**Identifying 3d ions in a tetrahedral point-charge field from gap and χT**

The table holds the first excitation and χT at 2, 50 and 300 K for seven trivalent 3d ions among four point charges of −2 e, from state-averaged CASSCF over the 3d shell with spin-orbit state interaction (OpenMolcas, ANO-RCC-VDZP, DKH2). The program compares these values with spin-only Curie behaviour, with the second-order formulas for the g shift and the temperature-independent susceptibility, and with $H=\Delta V_{\rm cubic}+\lambda\,\mathbf L\cdot\mathbf S$ diagonalised in the Hund term, where the gap fixes the scale and $\Delta/|\lambda|$ is fitted to the three χT values. Every electron count is fitted to every row. The true ion gives rms misfits of 2.0 % or less and the least-misfit assignment is correct for all six hidden rows, but Co³⁺ and Cu³⁺ are separated mainly by the size of the spin-orbit constant that the wrong choice would need. The second-order g fails for Ni³⁺ (3.39 against 2.84), and the model's spin-orbit lowering falls 6 to 15 % short of the calculation for V³⁺, Co³⁺, Ni³⁺ and Cu³⁺.

OpenMolcas 26.06, state-averaged CASSCF over the 3d shell with spin-orbit state interaction (atomic mean-field integrals), DKH2, ANO-RCC-VDZP. Each 3+ ion sits at the centre of a regular tetrahedron of four point charges of −2 e. Ground levels carry double-group labels; χT is the powder susceptibility times temperature by Van Vleck's formula.

## The fit in Python

```python
# Table: OpenMolcas CASSCF(3d)/SO-RASSI, ANO-RCC-VDZP, DKH2; M3+ ions in tetrahedral -2 point charges: gap, chiT.
# Test: spin-only, g-shift/TIP formulas, and H = Delta*V_cubic + lambda L.S in the Hund term, every d^n on every row.
T = {
    'ion': ['Ti3+', 'V3+', 'Cr3+', 'Mn3+', 'Co3+', 'Ni3+', 'Cu3+'],
    'n': [1, 2, 3, 4, 6, 7, 8],
    'charge_distance': [1.75, 1.73, 2.25, 2.0, 1.66, 1.96, 1.66],  # Å
    'mult': [2, 3, 4, 5, 5, 4, 3],
    'label': ['G8', 'T2', 'G8', 'A1', 'A1', 'G8', 'A1'],
    'deg': [4, 3, 4, 1, 1, 4, 1],
    'gap': [3910, 3680, 112, 63.0, 38.8, 1120, 394],  # 1/cm
    'chi_2': [0.327, 0.791, 0.136, 0.051, 0.297, 3.79, 0.027],  # cm3 K/mol
    'chi_50': [0.339, 0.817, 0.272, 1.04, 3.51, 3.86, 0.685],  # cm3 K/mol
    'chi_300': [0.402, 0.952, 1.07, 2.09, 3.79, 4.22, 2.82],  # cm3 K/mol
}
import numpy as np
from scipy import constants as sc
from scipy.optimize import minimize_scalar, linear_sum_assignment
C = 0.1*sc.N_A*sc.value('Bohr magneton')**2/sc.k; kc = sc.k/(100*sc.h*sc.c); ge = abs(sc.value('electron g factor'))
ion, n, gap, deg, R = T['ion'], T['n'], T['gap'], T['deg'], T['charge_distance']
X = np.array([T['chi_2'], T['chi_50'], T['chi_300']], float).T; Ts = (2., 50., 300.); N = len(n)
term = {1:(2,.5,2), 2:(3,1,1), 3:(3,1.5,3), 4:(2,2,3), 6:(2,2,2), 7:(3,1.5,1), 8:(3,1,3)}  # L, S, orbital degeneracy
zrec = {1:150, 2:210, 3:270, 4:350, 6:580, 7:710, 8:880}  # rough recalled free-ion zeta, 1/cm
Dout = {1:3949.6, 2:3755.0, 7:1366.6}  # first term excitation, further outputs of the same runs
Lout = {1:7.37, 2:25.31, 3:370.9, 4:352.7, 6:224.2, 7:602.0, 8:1440.0}  # spin-orbit lowering, same runs
def ang(j):
    m = np.arange(j, -j-1, -1.0); p = np.diag(np.sqrt(j*(j+1)-m[1:]*(m[1:]+1)), 1)
    return (p+p.T)/2+0j, (p-p.T)/2j, np.diag(m)+0j
ops = {}
for q, (L, S, g) in term.items():
    l, s = ang(L), ang(S); Il, Is = np.eye(len(l[0])), np.eye(len(s[0]))
    V = sum(np.linalg.matrix_power(a, 4) for a in l); w = np.linalg.eigvalsh(V)
    if np.sum(w-w[0] < 1e-6) != g: V = -V; w = np.linalg.eigvalsh(V)
    V = (V-w[0]*Il)/(w[-1]-w[0])*(1.0 if L == 2 else 1.8)
    ops[q] = (np.kron(V, Is), np.sign(5-q)*sum(np.kron(a, b) for a, b in zip(l, s)), np.kron(l[2], Is)+ge*np.kron(Il, s[2]))
def lev(q, x):
    V, LS, M = ops[q]; E, U = np.linalg.eigh(np.exp(x)*V+LS); e = E-E[0]; d = e[None, :]-e[:, None]; m = abs(d) < 1e-8
    return e, abs(U.conj().T@M@U)**2, int(np.sum(e < 1e-8)), -E[0], np.where(m, 1.0, d), m
def pred(v, i):
    e, M2, g, low, d, m = v; lam = gap[i]/e[g]; out = []
    for t in Ts:
        kT = kc*t; p = np.exp(-e*lam/kT)
        out.append(C*kT*np.sum(M2*np.where(m, p[:, None]/kT, (p[:, None]-p[None, :])/(d*lam)))/p.sum())
    return np.array(out), lam
err = lambda v, i: 100*np.sqrt(np.mean((pred(v, i)[0]/X[i]-1)**2))
xs = np.linspace(np.log(0.3), np.log(300), 120); G = {q: [lev(q, x) for x in xs] for q in term}
def fit(q, i):
    e = [err(v, i) for v in G[q]]; k = int(np.argmin(e))
    o = minimize_scalar(lambda x: err(lev(q, x), i), bounds=(xs[max(k-1, 0)], xs[min(k+1, len(xs)-1)]), method='bounded')
    x = o.x if o.fun < e[k] else xs[k]; v = lev(q, x); c, lam = pred(v, i)
    return dict(e=err(v, i), c=c, z=2*term[q][1]*lam, D=np.exp(x)*lam, g=v[2], low=v[3]*lam)
S = (np.array(T['mult'])-1)/2; so = C*ge**2*S*(S+1)/3
print(f'N muB^2/k = {C:.4f} cm3K/mol; kT(300 K) = {300*kc:.1f} 1/cm')
print('ion  spin-only  chi2/so chi300/so  g_eff(2K) chi50/chi2 chi300/chi2 gap/kT300  max rounding %')
fl = [max(100*(0.0005 if a < 1 else 0.005)/a for a in X[i]) for i in range(N)]
for i in range(N):
    print(f'{ion[i]} {so[i]:.3f} {X[i,0]/so[i]:.3f} {X[i,2]/so[i]:.3f} {ge*np.sqrt(X[i,0]/so[i]):.2f} {X[i,1]/X[i,0]:.2f} {X[i,2]/X[i,0]:.2f} {gap[i]/(300*kc):.2f} {fl[i]:.2f}')
print('large gap: slope 2-300 K vs c*N*muB^2/Delta_out (1e-4 cm3/mol), dev %; g 2nd order (recalled zeta)')
for i in range(N):
    if n[i] in Dout:
        c = 4 if n[i] == 1 else 8; sl = (X[i,2]-X[i,0])/298; tip = c*C*kc/Dout[n[i]]
        print(f'{ion[i]} {1e4*sl:.2f} {1e4*tip:.2f} {100*(tip/sl-1):+.1f}  g2={ge-c*np.sign(5-n[i])*zrec[n[i]]/(2*S[i])/Dout[n[i]]:.2f}')
print('singlets: chi(2K) cm3/mol; implied |mu|^2 muB^2 if first level carries all (T ratio 50/2 = 25)')
for i in range(N):
    if deg[i] == 1: print(f'{ion[i]} {X[i,0]/2:.4f} {X[i,0]/2*gap[i]/(2*C*kc):.1f}')
F = [[fit(q, i) for q in n] for i in range(N)]
print('rms % misfit of chiT, row by candidate (* wrong degeneracy): ' + ' '.join(f'd{q}' for q in n))
for i in range(N):
    j = min((j for j in range(N) if j != i), key=lambda j: F[i][j]['e'])
    print(ion[i], ' '.join(f"{f['e']:.1f}" + ('*' if f['g'] != deg[i] else '') for f in F[i]), f"| best rival d{n[j]} zeta/recalled {F[i][j]['z']/zrec[n[j]]:.2f}")
hid = [0, 1, 2, 4, 5, 6]; a, b = linear_sum_assignment([[F[i][j]['e'] for j in hid] for i in hid])
print('least-misfit assignment (chiT and gap only):', ', '.join(f'{ion[hid[u]]}->d{n[hid[v]]}' for u, v in zip(a, b)))
print('true ion: dev % at 2/50/300 K; deg; zeta(recalled); Delta(out); SO lowering(out), 1/cm; Delta*R^5/1e3')
for i in range(N):
    f = F[i][i]; d = 100*(f['c']/X[i]-1)
    print(f"{ion[i]} {d[0]:+.1f}/{d[1]:+.1f}/{d[2]:+.1f} {f['g']} {f['z']:.0f}({zrec[n[i]]}) {f['D']:.0f}({Dout.get(n[i], '-')}) {f['low']:.1f}({Lout[n[i]]}) {f['D']*R[i]**5/1e3:.0f}")
w = max(range(N), key=lambda i: F[i][i]['e']); print(f"worst row {ion[w]}: rms {F[w][w]['e']:.1f} %; (Rmax/Rmin)^5 = {(max(R)/min(R))**5:.2f}")
assert all(deg[i] % 2 == 0 for i in range(N) if n[i] % 2)
assert X[n.index(1),0] < so[n.index(1)] and X[n.index(2),0] < so[n.index(2)] and X[n.index(7),0] > so[n.index(7)]
assert all(X[i,0] < 0.15*so[i] for i in range(N) if deg[i] == 1) and 23 < X[n.index(8),1]/X[n.index(8),0] < 27
```

Output:

```
N muB^2/k = 0.3751 cm3K/mol; kT(300 K) = 208.5 1/cm
ion  spin-only  chi2/so chi300/so  g_eff(2K) chi50/chi2 chi300/chi2 gap/kT300  max rounding %
Ti3+ 0.376 0.870 1.069 1.87 1.04 1.23 18.75 0.15
V3+ 1.003 0.789 0.949 1.78 1.03 1.20 17.65 0.06
Cr3+ 1.880 0.072 0.569 0.54 2.00 7.87 0.54 0.47
Mn3+ 3.008 0.017 0.695 0.26 20.39 40.98 0.30 0.98
Co3+ 3.008 0.099 1.260 0.63 11.82 12.76 0.19 0.17
Ni3+ 1.880 2.016 2.245 2.84 1.02 1.11 5.37 0.13
Cu3+ 1.003 0.027 2.812 0.33 25.37 104.44 1.89 1.85
large gap: slope 2-300 K vs c*N*muB^2/Delta_out (1e-4 cm3/mol), dev %; g 2nd order (recalled zeta)
Ti3+ 2.52 2.64 +4.9  g2=1.85
V3+ 5.40 5.56 +2.8  g2=1.78
Ni3+ 14.43 15.26 +5.8  g2=3.39
singlets: chi(2K) cm3/mol; implied |mu|^2 muB^2 if first level carries all (T ratio 50/2 = 25)
Mn3+ 0.0255 3.1
Co3+ 0.1485 11.0
Cu3+ 0.0135 10.2
rms % misfit of chiT, row by candidate (* wrong degeneracy): d1 d2 d3 d4 d6 d7 d8
Ti3+ 0.3 6.7* 32.1 85.8* 73.0* 463.6 73.3* | best rival d2 zeta/recalled 4.30
V3+ 52.7* 0.1 71.6* 93.2* 78.5* 135.2* 83.5* | best rival d1 zeta/recalled 0.08
Cr3+ 40.8 43.5* 2.0 70.9* 332.5* 952.8 307.7* | best rival d1 zeta/recalled 0.25
Mn3+ 144.2* 15.7* 49.6* 1.9 125.0 2205.6* 114.5 | best rival d2 zeta/recalled 0.20
Co3+ 58.2* 35.3* 59.0* 58.3 0.2 338.4* 2.2 | best rival d8 zeta/recalled 0.29
Ni3+ 88.0 70.2* 93.5 95.0* 83.1* 0.0 87.4* | best rival d2 zeta/recalled 0.04
Cu3+ 280.4* 62.5* 125.1* 60.0 1.2 4094.4* 0.9 | best rival d6 zeta/recalled 15.97
least-misfit assignment (chiT and gap only): Ti3+->d1, V3+->d2, Cr3+->d3, Co3+->d6, Ni3+->d7, Cu3+->d8
true ion: dev % at 2/50/300 K; deg; zeta(recalled); Delta(out); SO lowering(out), 1/cm; Delta*R^5/1e3
Ti3+ -0.3/-0.1/+0.5 4 138(150) 3964(3949.6) 7.3(7.37) 65
V3+ -0.1/-0.1/+0.2 3 207(210) 3761(3755.0) 23.1(25.31) 58
Cr3+ -1.8/-2.2/-1.8 4 309(270) 1110(-) 373.0(370.9) 64
Mn3+ +0.0/-1.2/-3.0 1 436(350) 1586(-) 364.2(352.7) 51
Co3+ +0.2/+0.1/-0.3 1 708(580) 3375(-) 191.6(224.2) 43
Ni3+ +0.0/-0.0/+0.0 4 778(710) 1349(1366.6) 548.4(602.0) 39
Cu3+ +1.3/-0.2/-0.7 1 900(880) 2463(-) 1350.6(1440.0) 31
worst row Cr3+: rms 2.0 %; (Rmax/Rmin)^5 = 4.57
```
